Question: Can the known part of this spectrum tell me the covered rows?

I am looking at the computed dielectric function of metallic CdTe2, with light polarised in plane (xx) or along c (zz). Between 5.7 and 6.5 eV the absorption falls for both polarisations. Yet the real part drops by more than 3 along c, while in plane it rises. Why do they part, and what belongs at 5.9, 6.1 and 6.3 eV?

Independent-particle dielectric function of CdTe2 (I4/mcm, a = 6.555, c = 7.771 Å), without local fields or excitons, from Ansatz 0.2.0 with PBEsol, scalar-relativistic plane-wave PAW and no spin polarisation. Cutoff 420 eV, k mesh 8×8×8 (optics 12×12×12), Fermi-Dirac smearing 0.15 eV, Gaussian broadening 0.1 eV. The real part includes an undamped Drude term.

```
photon energy (eV)  dielectric imaginary xx  dielectric imaginary zz  dielectric real xx  dielectric real zz
               0.1                     74.5                     17.5               -2030                -763
               0.3                     22.5                     5.70                -207               -77.6
               0.5                     15.5                     1.92               -41.0               -18.6
               0.7                     26.7                     1.90                4.35               -1.81
               0.9                     38.8                     2.28                14.9                5.21
               1.1                     48.4                     2.93                3.09                9.24
               1.3                     31.6                     3.38               -6.28                11.8
               1.5                     21.8                     4.44                3.80                15.0
               1.7                     28.5                     9.37                11.9                17.8
               1.9                     31.3                     12.3                7.54                13.8
               2.1                     35.4                     13.6                8.06                14.0
               2.3                     39.5                     15.7               -5.26                11.5
               2.5                     29.5                     17.9               -12.9                7.91
               2.7                     24.2                     16.5               -11.8                5.46
               2.9                     20.4                     16.7               -13.6                3.27
               3.1                     15.6                     14.1               -12.6               -1.57
               3.3                     12.2                     10.4               -12.0               -1.20
               3.5                     10.2                     8.34               -9.67               -0.57
               3.7                     8.64                     6.72               -8.99                0.10
               3.9                     6.94                     5.60               -6.81                1.90
               4.1                     6.52                     5.53               -4.91                3.71
               4.3                     7.65                     7.22               -2.88                6.07
               4.5                     9.41                     10.2               -3.65                4.61
               4.7                     9.16                     10.2               -5.40                2.83
               4.9                     7.84                     9.95               -5.47                2.15
               5.1                     7.59                     10.2               -5.78                1.90
               5.3                     6.58                     10.7               -6.24                0.23
               5.5                     5.30                     9.16               -6.33               -0.28
               5.7                     4.37                     9.88               -5.63               -0.25
               5.9                        ?                        ?                   ?                   ?
               6.1                        ?                        ?                   ?                   ?
               6.3                        ?                        ?                   ?                   ?
               6.5                     2.96                     7.11               -4.09               -3.91
               6.7                     2.81                     6.10               -3.77               -3.61
               6.9                     2.51                     5.52               -3.66               -3.63
               7.1                     2.39                     5.08               -3.36               -3.46
               7.3                     2.13                     4.33               -3.29               -3.58
               7.5                     1.89                     3.73               -3.06               -3.12
               7.7                     1.68                     3.59               -2.81               -2.86
               7.9                     1.49                     3.19               -2.57               -2.80
```

Answer:

The real part at one energy depends on absorption at all energies, so it matters where each absorption falls. In plane the steep fall is nearly over at 5.7 eV. Along c it is only beginning.

Write ε₂ for the dielectric imaginary part, which measures absorption, and ε₁ for the dielectric real part. Imagine first that all absorption sits at one energy. Light below that energy drives electrons that keep up with its force, which raises ε₁. Light above it drives electrons that lag and swing against that force, which lowers ε₁.

Now let the absorption be flat over a wide range. In its middle, the upward push from absorption just above nearly cancels the downward pull from absorption just below. Where the flat part ends, the push is lost and the pull remains. So ε₁ tends to be lowest where absorption falls steeply, and it climbs back further up as the pull weakens with distance.

The in-plane rows show this pattern. Absorption falls quickly between 5.1 and 5.7 eV, and ε₁ reaches a low point of −6.33 at 5.5 eV. Much of its rise after that comes from the strong absorption below 4 eV, whose pull weakens as the light moves further above it. Along c, absorption stays on a rough shoulder near 10 up to 5.7 eV, so its ε₁ should sink later, inside the covered stretch.

For numbers, the absorption comes first. In plane, the known rows from 5.7 eV up follow 815/E³ (E in eV), which gives 3.6 at 6.1 eV. Along c, I drew a straight line through the row at 5.7 eV and those from 6.5 to 7.5 eV. Both curves only describe the fall and do not explain it.

The Kramers-Kronig relation then turns absorption into the real part:

ε₁(E) ≈ c + (0.8/π) Σ E′ ε₂(E′) / (E′² − E²)

The sum takes every second row, starting with the neighbours of E, and so avoids the singular point E′ = E. The constant c stands for the vacuum term, the free carriers and the transitions beyond the table. It is set, for each polarisation, by three known rows on either side of the covered stretch.

Take ε₁ along c at 5.9 eV, a row outside the fit. Its lower neighbour, with ε₂ = 9.88, and its upper neighbour, with an estimated 8.41, contribute

(0.8/π) · 5.7 · 9.88 / (5.7² − 5.9²) ≈ −6.2
(0.8/π) · 6.1 · 8.41 / (6.1² − 5.9²) ≈ +5.4

The pull already beats the push. The other rows of the sum add −3.3 and the constant +1.9, so ε₁ ≈ −2.2.

Forecasts at 5.9, 6.1 and 6.3 eV:

Imaginary xx: 4.0, 3.6, 3.3, each ±0.4
Imaginary zz: 9.1, 8.4, 7.7, each ±1.0
Real xx: −5.0, −4.7, −4.5, each ±0.6
Real zz: −2.2, −2.3, −3.2, each ±0.9

Both absorptions should fall steadily, with zz more than twice xx. The real part should stay negative for both polarisations, rising in plane and falling along c. Along c, more of the drop should come early than on a straight line from 5.7 to 6.5 eV. The ranges are my judgement, wider than the scatter of the fits, because a metal on a finite k mesh leaves bumps in the spectrum.

The withheld rows as computed:

```
photon energy (eV)  dielectric imaginary xx  dielectric imaginary zz  dielectric real xx  dielectric real zz
               5.9                     3.93                     9.74               -5.08               -1.75
               6.1                     3.59                     8.76               -4.71               -2.50
               6.3                     3.27                     8.45               -4.41               -3.08
```

All twelve values lie within their ranges, and the directions are right. The in-plane forecasts are the closest, since that absorption has a smooth tail.

Along c, the absorption forecast is too low in all three rows, by 0.4 to 0.7. The computed absorption hardly falls before 5.9 eV, whereas the straight line descends from the start. After that it falls in uneven steps, so the steady fall I forecast holds only in plane.

That error explains part of the largest miss in the real part. At 5.9 eV the forecast of −2.2 is too low, against a computed −1.75. The absorption at 6.1 eV was underestimated by 0.35, which took away an upward push of (0.8/π) · 6.1 · 0.35 / (6.1² − 5.9²) ≈ 0.23, about half the miss. The rest should lie in the coarse sum and the single constant. At 6.1 eV the forecast is too high by 0.19, and at 6.3 eV it is too low by 0.10. The absorption error does not explain these two misses: with the computed absorption in the sum, both would grow.

A straight line for ε₁ along c would have given −1.2 at 5.9 eV, too high by slightly more than my forecast is too low. Kramers-Kronig thus found the early drop but exaggerated it. At 6.3 eV the two do about equally well.

This agreement tests the bookkeeping, because the relation holds for any causal response. It does not test the material: spin-orbit coupling, left out here, would shift and split features involving Te 5p states. The fits and all misses are in the output below.

Numerical output:

```
fit of dielectric_imaginary_xx on 9 rows (E > 5.6): coefficient of 1/E**3 814.7 +/- 9.4; rms 0.0851, worst 7.9 0.162, leave-one-out rms 0.092
  rows outside the fit (model, value, miss): 0.1 814700, 74.5, 814626; 0.3 30174, 22.5, 30152; 0.5 6518, 15.5, 6502; 0.7 2375, 26.7, 2349; 0.9 1118, 38.8, 1079; 1.1 612.1, 48.4, 564; 1.3 370.8, 31.6, 339; 1.5 241.4, 21.8, 220; 1.7 165.8, 28.5, 137; 1.9 118.8, 31.3, 87.5; 2.1 87.97, 35.4, 52.6; 2.3 66.96, 39.5, 27.5; 2.5 52.14, 29.5, 22.6; 2.7 41.39, 24.2, 17.2; 2.9 33.4, 20.4, 13; 3.1 27.35, 15.6, 11.7; 3.3 22.67, 12.2, 10.5; 3.5 19, 10.2, 8.8; 3.7 16.08, 8.64, 7.44; 3.9 13.73, 6.94, 6.79; 4.1 11.82, 6.52, 5.3; 4.3 10.25, 7.65, 2.6; 4.5 8.94, 9.41, -0.47; 4.7 7.847, 9.16, -1.31; 4.9 6.925, 7.84, -0.915; 5.1 6.142, 7.59, -1.45; 5.3 5.472, 6.58, -1.11; 5.5 4.897, 5.3, -0.403; 5.9 3.967, 3.93, 0.0368; 6.1 3.589, 3.59, -0.000711; 6.3 3.258, 3.27, -0.0118
fit of dielectric_imaginary_zz on 7 rows ((E > 5.6) & (E < 7.6)): constant 29.29 +/- 0.74, coefficient of E -3.423 +/- 0.11; rms 0.134, worst 6.7 0.256, leave-one-out rms 0.209
  rows outside the fit (model, value, miss): 0.1 28.95, 17.5, 11.5; 0.3 28.27, 5.7, 22.6; 0.5 27.58, 1.92, 25.7; 0.7 26.9, 1.9, 25; 0.9 26.21, 2.28, 23.9; 1.1 25.53, 2.93, 22.6; 1.3 24.84, 3.38, 21.5; 1.5 24.16, 4.44, 19.7; 1.7 23.47, 9.37, 14.1; 1.9 22.79, 12.3, 10.5; 2.1 22.1, 13.6, 8.5; 2.3 21.42, 15.7, 5.72; 2.5 20.73, 17.9, 2.83; 2.7 20.05, 16.5, 3.55; 2.9 19.36, 16.7, 2.66; 3.1 18.68, 14.1, 4.58; 3.3 18, 10.4, 7.6; 3.5 17.31, 8.34, 8.97; 3.7 16.63, 6.72, 9.91; 3.9 15.94, 5.6, 10.3; 4.1 15.26, 5.53, 9.73; 4.3 14.57, 7.22, 7.35; 4.5 13.89, 10.2, 3.69; 4.7 13.2, 10.2, 3; 4.9 12.52, 9.95, 2.57; 5.1 11.83, 10.2, 1.63; 5.3 11.15, 10.7, 0.448; 5.5 10.46, 9.16, 1.3; 5.9 9.094, 9.74, -0.646; 6.1 8.41, 8.76, -0.35; 6.3 7.725, 8.45, -0.725; 7.7 2.932, 3.59, -0.658; 7.9 2.247, 3.19, -0.943
absorption ratio zz to xx at 5.7 eV: 2.261
absorption ratio zz to xx at 6.5 eV: 2.402
change of real part zz from 5.7 to 6.5 eV: -3.66
change of real part xx from 5.7 to 6.5 eV: 1.54
scatter of zz absorption on its shoulder, 4.5 to 5.7 eV: 0.4691
fitted constants of the real part, zz then xx, zz: 1.852
fitted constant of the real part, xx: 1.149
Kramers-Kronig less computed real part zz at 5.3, 5.5, 5.7, 6.5, 6.7, 6.9 eV: 0.08755, -0.1148, -0.208, 0.5534, -0.3973, 0.07917
Kramers-Kronig less computed real part xx at the same six energies: 0.1498, 0.3218, 0.1344, -0.09586, -0.2831, -0.227
forecast real part zz at 5.9, 6.1, 6.3 eV: -2.213, -2.311, -3.184
straight-line rival for real part zz at 5.9, 6.1, 6.3 eV: -1.165, -2.08, -2.995
computed real part zz at 5.9, 6.1, 6.3 eV: -1.75, -2.5, -3.08
miss of the zz forecast, forecast less computed: -0.4629, 0.1891, -0.1039
forecast real part xx at 5.9, 6.1, 6.3 eV: -4.997, -4.731, -4.478
straight-line rival for real part xx at 5.9, 6.1, 6.3 eV: -5.245, -4.86, -4.475
computed real part xx at 5.9, 6.1, 6.3 eV: -5.08, -4.71, -4.41
miss of the xx forecast, forecast less computed: 0.08347, -0.02148, -0.06777
```
